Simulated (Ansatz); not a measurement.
Si2W: pressure as volume ratio varies

Plane-wave density functional theory, PAW datasets, Gaussian smearing 0.05 eV: equation of state, the given cell scaled in volume with shape and atoms relaxed at each volume. The results are calculated, by Ansatz 0.2.0.

The cell before it is scaled or strained (space group I4/mmm, No. 139):
```
cell vectors (Å)
  -1.6058     1.6058     3.9021
   1.6058    -1.6058     3.9021
   1.6058     1.6058    -3.9021
atoms (fractions of the cell vectors)
Si  0.33480  0.33480  0.00000
Si  0.66520  0.66520  0.00000
W   0.00000  0.00000  0.00000
```

Settings of every row: paw set soft_2; functional r2SCAN; spin treatment none; moment partition spheres; spin axis none; wave cutoff 500 eV; k mesh 14x14x14; symmetry use detected.

Atom hubbard u: 0 on all atoms.

Limits: no spin-orbit coupling, which can matter with elements this heavy.

| row | volume ratio | V (Å³/atom) | pressure (GPa) | energy above given cell (meV per atom) |
| --- | --- | --- | --- | --- |
| 1 | 0.96 | 12.879 | 10.396 | 16.79 |
| 2 | 0.98 | 13.147 | 4.922 | 4.05 |
| 3 | 1 | 13.415 | ? | ? |
| 4 | 1.02 | 13.684 | -4.416 | 3.76 |
| 5 | 1.04 | 13.952 | -8.376 | 14.53 |
| 6 | 1.07 | 14.354 | -13.559 | 42.26 |

Question: what pressure should row 3 give?

Worked fit of pressure. Take u = (V_r/V)^(2/3) − 1 with V_r = 13.684 Å³ an atom, which is twice the finite (Eulerian) strain; such expansions in the strain, on which the Birch-Murnaghan equation of state is built, carry the rest volume and the bulk modulus. The shown rows have u = 0.04125, 0.02705, 0, -0.01285, -0.03137. Least squares give pressure = −4.4183 + 320.507 × u + 932.45 × u² GPa; a straight line predicts inner rows, each left out in turn, worse (root mean square 0.56 against 0.013 GPa). The rows lie off it by 0.007, -0.012, 0.002, 0.007, -0.004 (root mean square 0.0072 GPa). The pressure vanishes at u = 0.0133, or V = 13.42 Å³ an atom, and there the bulk modulus with shape and atoms relaxed is B = −V dP/dV = (2/3)(1 + u) dP/du = 233 GPa. The withheld row has u = 0.01332, so the fit gives −4.4183 + 320.507 × (0.01332) + 932.45 × (0.01332)² = 0.016 GPa.

The calculation gave -0.001 GPa. The fit lies 0.017 GPa (1700 % of the value, 0.071 % of the column's range) above it; its largest miss of a shown row is 0.012 GPa.

The other values of row 3: energy above given cell 0 meV per atom.
